Speaker: In grey tin the transverse acoustic branch along [100] rises steeply and then lies almost flat. Weber's adiabatic bond-charge model (1977) explains this, and a chain shows the mechanism exactly.

Take ions of mass M and spacing a, displaced by u_n, with a massless bond charge midway between ions n and n+1, displaced by w_n:

V = ½f Σ[(w_n − u_n)² + (u_(n+1) − w_n)²] + ½g Σ(w_(n+1) − w_n)².

Use Bloch phases at the true positions, with s = sin(qa/2) and c = cos(qa/2). The force-constant matrix, not divided by mass, is 2×2:

D_ii = 2f, D_ib = D_bi = −2fc, D_bb = 2f + 4gs².

A massless charge feels zero net force, so w = −D_bb⁻¹D_bi u = fc u/(f + 2gs²). Substituting gives the general form D_eff = D_ii − D_ib D_bb⁻¹D_bi, here

Mω² = 2f − 2f²c²/(f + 2gs²) = 2f(f + 2g)s²/(f + 2gs²).

As q → 0 the charges ride with the ions, Mω² → (f + 2g)q²a²/2, and the sound velocity is v = a√[(f + 2g)/2M]. At q = π/a neighbouring ions move oppositely, the charges rest, g is idle, and Mω² = 2f.

Question: What does the general statement add?

Speaker: For positive definite D_bb the subtracted term is never negative, so relaxation can only soften the clamped-charge D_ii. Here that ceiling is 2f at every q. Raising g steepens the slope but cannot lift the ceiling, so the branch flattens.

Question: How is a chain tin?

Speaker: For [011] polarisation, successive (100) planes are coupled alternately stiffly and softly. I freeze each stiff pair into one site, so a is half the cubic constant and π/a is the X point; mass and springs are counted per atom. Inputs, typical and approximate apart from the atomic mass M = 118.71 u: cubic constant 6.49 Å, hence a = 3.245 Å, ν_X = 1.25 THz, v = 2.5 km/s. I choose f and g to reproduce these two ends of the branch, which therefore test nothing:

f = M(2πν_X)²/2 = 6.08 N/m, f + 2g = 2Mv²/a² = 23.4 N/m, g = 8.66 N/m.

The model's frequencies in THz, against a nearest-neighbour chain of equal slope, ν = (v/πa)s:

qa/π    bond charge    plain chain
1/4     0.79           0.94
1/2     1.11           1.73
1       1.25           2.45

The boundary ratio is √(1 + 2g/f) = 1.96. Eliminating the charges in real space on a four-cell ring gives eigenvalues 0, f(f + 2g)/(f + g) = 9.65 N/m twice, and 2f = 12.16 N/m, the closed form at qa = 0, ±π/2 and π.

Question: Couldn't long-range ion-ion springs do the same?

Speaker: They are what elimination produces. Expanding D_eff = Σ 2K_n(1 − cos nqa) over n ≥ 1 gives K_n = (f²/g) coth(κ/2) exp(−nκ), with cosh κ = 1 + f/g. The model has K_1 = 2.72 N/m, and each further neighbour is weaker by exp(−κ) = 0.32.

Question: What is neglected?

Speaker: A charge mass m lowers ω², to first order, by the fraction (m/M)(w/u)², at most 9×10⁻⁶ for two electron masses. The frozen link matters more. A typical optical frequency ν_TO = 5.5 THz at X implies roughly K = M(2πν_TO)²/2 = 118 N/m. In series, it carries a fraction 23.4/118 = 0.20 of the long-wave compliance, which the fit hides in g; restoring it would require a stiffer g. Coulomb and angular forces are likewise folded into f and g, so both are effective constants of this chain.